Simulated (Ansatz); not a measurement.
WC (Fm-3m), a film clamped to a substrate

Computed with DFT r2SCAN, scalar-relativistic, plane waves, PAW (Ansatz 0.2.0). Settings: plane waves to 500 eV, k-mesh 24×24×24 (Γ-centred), Gaussian smearing 0.15 eV. Spin–orbit coupling is left out, which can shift energies with elements as heavy as these. No spin polarisation. Energies are free energies at this smearing, counted from the undisturbed cell; pressure is positive in compression.

Zero of the scan (relaxed at this level; this rock-salt form isn't the usual structure):

```
W C
1.0
     0.00000    2.18242    2.18242
     2.18242    0.00000    2.18242
     2.18242    2.18242    0.00000
W C
1 1
Direct
  0.00000 0.00000 0.00000
  0.50000 0.50000 0.50000
```

The cell (2 atoms, V0 = 20.79 Å³) is strained by p along both x and y and by q along z, fractional coordinates fixed. τp = (1/V0) ∂E/∂p = (σxx + σyy)(1 + p)(1 + q) and τq = (1/V0) ∂E/∂q = σzz(1 + p)², with tension positive.

| p | q | ΔE (meV/atom) | τp (GPa) | τq (GPa) |
| --- | --- | --- | --- | --- |
| 0.000 | 0.000 | 0.00 | -0.01 | -0.01 |
| -0.050 | 0.000 | 187.03 | -126.03 | -19.59 |
| 0.050 | 0.000 | 129.32 | 72.61 | 18.31 |
| 0.000 | -0.050 | 76.89 | -19.64 | -52.41 |
| 0.000 | 0.050 | 50.45 | 18.25 | 27.77 |

Problem. Get the second derivatives of the energy density.

Solution. Central differences give A = ∂τp/∂p = 1986 GPa (C11 + C22 + 2 C12), C = ∂τq/∂q = 802 GPa (C33) and the cross term B = ∂τq/∂p = 379 GPa (C13 + C23); ∂τp/∂q = 379 GPa must equal B, and any difference shows higher-order terms. Steps this large leave an error of some per cent of A or C in all of these, which can swamp a small B. The ions are clamped. In a cubic crystal C11 = C = 802, C12 = B/2 = 190 GPa and A should be 2(C11 + C12) = 1983 GPa; the bulk modulus is (C11 + 2 C12)/3 = 394 GPa.

Problem. A film of this crystal grows with z along the normal on a substrate that imposes p. How does its thickness respond, and what does the misfit cost?

Solution. Count p and q from the stress-free cell. A free surface needs τq = 0, so q = −(B/C) p = -0.47 p. The energy density left is (A − B²/C) p²/2 = M p², with the biaxial modulus M = 904 GPa; a misfit of 1 % costs 5.86 meV/atom, against 6.44 meV/atom if the thickness were held.

In a metal these slopes depend on the k mesh and the smearing.

Cost: 8 runs of about 9 core-minutes in all, on Intel Xeon Platinum 8259CL (Skylake/Cascade Lake) (shared hosts).

The crystal is far stiffer along a cube axis (802 GPa) than in its coupling between axes (190 GPa). Axial strain directly changes the length of the W–C contacts, where C 2p and W 5d states form strong, directional σ bonds, while the transverse response is weaker. This is why letting the film thickness relax recovers only a small part of the misfit energy, 5.86 against 6.44 meV/atom. Clamping the ions costs nothing here, since both atoms remain at inversion centres under these strains and feel no force.

Compression costs more than equal extension for both strain types, as expected when short-range repulsion rises faster than bonding weakens. The harmonic misfit energy therefore probably underestimates the cost of large compressive misfits and overestimates that of large tensile ones.

The positive moduli support stability against uniform volume change and tetragonal distortion, but not against shear of the cube angles or finite-wavelength phonons. Those are the critical tests for this phase, because WC has more valence electrons than the group 4 carbides, whose bonding states are just filled in the rock-salt structure.
